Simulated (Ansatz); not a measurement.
# A series in volume scale on CeH₂

All results are calculated (Ansatz 0.2.0). Free energy against uniform scaling of the volume at fixed shape and fractions; periodic cell, basis, potentials, k mesh and filling as listed.

The cell before it is scaled or strained (space group Fm-3m, No. 225):
```
cell vectors (Å)
   0.0000     2.7950     2.7950
   2.7950     0.0000     2.7950
   2.7950     2.7950     0.0000
atoms (fractions of the cell vectors)
Ce  0.00000  0.00000  0.00000
H   0.25000  0.25000  0.25000
H   0.75000  0.75000  0.75000
```

Settings of every row: functional LDA; dispersion none; potentials PAW; wave cutoff 530 eV; density cutoff 2120 eV; k mesh 9x9x9; k shift 0x0x0; occupations gaussian; smearing width 0.1 eV; spin collinear; xc grid level 1.

Limits: a known weakness of the program can leave such a cell on a higher state; coarse k mesh, up to 40 meV an atom off; minimum outside the range; state may not be the lowest.

| row | volume scale | V (Å³/atom) | energy above lowest point (meV/atom) |
| --- | --- | --- | --- |
| 1 | 0.88 | 12.81 | 0 |
| 2 | 0.92 | 13.392 | 7.1 |
| 3 | 0.96 | 13.974 | 23.6 |
| 4 | 1 | 14.556 | 47.3 |
| 5 | 1.04 | 15.139 | ? |
| 6 | 1.08 | 15.721 | 111.1 |
| 7 | 1.12 | 16.303 | 149.1 |

Question: what energy above lowest point should row 5 give?

Worked fit of energy above lowest point. Take u = (V_r/V)^(2/3) − 1 with V_r = 14.265 Å³ an atom, which is twice the finite (Eulerian) strain; such expansions in the strain, on which the Birch-Murnaghan equation of state is built, carry the rest volume and the bulk modulus. The shown rows have u = 0.07436, 0.043, 0.01384, -0.01337, -0.06274, -0.08518. Least squares give energy above lowest point = 34.6 − 874.9 × u + 5505 × u² meV/atom; a straight line predicts inner rows, each left out in turn, worse (root mean square 14 against 0.077 meV/atom). The rows lie off it by 0.0, -0.1, 0.1, 0.0, -0.1, 0.0. The withheld row has u = -0.03887, so the fit gives 34.6 − 874.9 × (-0.03887) + 5505 × (-0.03887)² = 76.9 meV/atom.

The calculation gave 76.8 meV/atom. The fit lies 0.1 meV/atom (0.067 % of the column's range) above it, one unit of the last digit.
